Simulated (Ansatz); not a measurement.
## LaIn: energy above lowest point as volume scale varies

Results calculated with Ansatz 0.2.0, not measured. Free energy against uniform scaling of the volume at fixed shape and fractions; periodic cell, basis, potentials, k mesh and filling as listed.

The cell before it is scaled or strained (space group Pm-3m, No. 221):
```
cell vectors (Å)
   3.9541     0.0000     0.0000
   0.0000     3.9541     0.0000
   0.0000     0.0000     3.9541
atoms (fractions of the cell vectors)
La  0.50000  0.50000  0.50000
In  0.00000  0.00000  0.00000
```

Settings of every row: functional PBEsol; dispersion none; potentials all-electron LAPW; k mesh 7x7x7; k shift 0x0x0; occupations cold; smearing width 0.1 eV; spin none; basis error target 0.002 eV/atom.

Limits: coarse k mesh, up to 40 meV an atom off; the cell comes from a prototype or a list of computed structures and needn't be the stable phase.

```csv
row,volume scale,V (Å³/atom),energy above lowest point (meV/atom)
1,0.94,29.056,1.4
2,0.96,29.675,0
3,0.98,30.293,2.8
4,1,30.911,9.6
5,1.02,31.529,?
6,1.04,32.147,33
7,1.06,32.766,49
```

Question: what energy above lowest point should row 5 give?

Worked fit of energy above lowest point. Take u = (V_r/V)^(2/3) − 1 with V_r = 30.602 Å³ an atom, which is twice the finite (Eulerian) strain; such expansions in the strain, on which the Birch-Murnaghan equation of state is built, carry the rest volume and the bulk modulus. The shown rows have u = 0.03516, 0.02072, 0.00679, -0.00668, -0.0323, -0.04453. Least squares give energy above lowest point = 5.76 − 498.4 × u + 10632 × u² meV/atom; a straight line predicts inner rows, each left out in turn, worse (root mean square 6.6 against 0.072 meV/atom). The rows lie off it by 0.0, 0.0, -0.1, 0.0, 0.0, 0.0. Its lowest point lies at u = 0.0234, or V = 29.56 Å³ an atom, and the curvature there gives the bulk modulus at fixed shape and fractions, B = (4/9)(1 + u)² E″(u)/V = 53.7 GPa. The withheld row has u = -0.0197, so the fit gives 5.76 − 498.4 × (-0.0197) + 10632 × (-0.0197)² = 19.7 meV/atom.

The calculation gave 19.7 meV/atom. The fit meets it to the printed digit.
